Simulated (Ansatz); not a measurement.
Ta: pressure and energy change per atom as volume scale varies

All results are calculated (Ansatz 0.2.0). Plane-wave DFT, scalar-relativistic PAW made under PBE with cores redone for the functional, no dispersion; the given relaxed cell is scaled uniformly, energy at zero smearing counts from the unscaled cell, pressure at the given Fermi-Dirac smearing is positive in compression.

The cell before it is scaled or strained (space group Fd-3m, No. 227):
```
CELL_PARAMETERS angstrom
0.00000 3.02980 3.02980
3.02980 0.00000 3.02980
3.02980 3.02980 0.00000
ATOMIC_POSITIONS crystal
Ta 0.12500 0.12500 0.12500
Ta 0.87500 0.87500 0.87500
```

Settings of every row: spin polarised no; functional r2SCAN; wave cutoff 500 eV; smearing width 0.1 eV; k mesh 10x10x10.

Atom starting moment: 0 on all atoms.

Limits: some atoms lie unusually close (a squeezed, shaken or made-up cell); no spin-orbit coupling, which can matter with elements this heavy.

```
row  volume scale  V (Å³/atom)  pressure (GPa)  energy change per atom (meV)
  1          0.88       24.475           10.75                        100.42
  2          0.92       25.588            6.53                         41.59
  3          0.96         26.7            2.99                          9.45
  4          1.04       28.925           -2.54                          9.85
  5          1.08       30.038               ?                             ?
  6          1.12        31.15           -6.51                         76.36
```

Question: what pressure and energy change per atom should row 5 give?

Worked fit of pressure. Take u = (V_r/V)^(2/3) − 1 with V_r = 26.7 Å³ an atom, which is twice the finite (Eulerian) strain; such expansions in the strain, on which the Birch-Murnaghan equation of state is built, carry the rest volume and the bulk modulus. The shown rows have u = 0.05972, 0.02877, 0, -0.05196, -0.09766. Least squares give pressure = 2.992 + 117.43 × u + 206.7 × u² GPa; a straight line predicts inner rows, each left out in turn, worse (root mean square 0.59 against 0.016 GPa). The rows lie off it by 0.01, -0.01, 0.00, 0.01, -0.01. The pressure vanishes at u = -0.0267, or V = 27.81 Å³ an atom, and there the bulk modulus at fixed shape and fractions is B = −V dP/dV = (2/3)(1 + u) dP/du = 69 GPa. The withheld row has u = -0.07553, so the fit gives 2.992 + 117.43 × (-0.07553) + 206.7 × (-0.07553)² = -4.70 GPa.

The calculation gave -4.69 GPa. The fit lies 0.01 GPa (0.058 % of the column's range) below it, one unit of the last digit.

Worked fit of energy change per atom. Take u = (V_r/V)^(2/3) − 1 with V_r = 26.7 Å³ an atom, which is twice the finite (Eulerian) strain; such expansions in the strain, on which the Birch-Murnaghan equation of state is built, carry the rest volume and the bulk modulus. The shown rows have u = 0.05972, 0.02877, 0, -0.05196, -0.09766. Least squares give energy change per atom = 9.006 + 696.44 × u + 14142.5 × u² meV; a straight line predicts inner rows, each left out in turn, worse (root mean square 41 against 1.5 meV). The rows lie off it by -0.62, 0.84, 0.44, -1.15, 0.48 (root mean square 0.75 meV). The withheld row has u = -0.07553, so the fit gives 9.006 + 696.44 × (-0.07553) + 14142.5 × (-0.07553)² = 37.08 meV.

The calculation gave 36.11 meV. The fit lies 0.97 meV (2.7 % of the value, 1.1 % of the column's range) above it; its largest miss of a shown row is 1.15 meV.
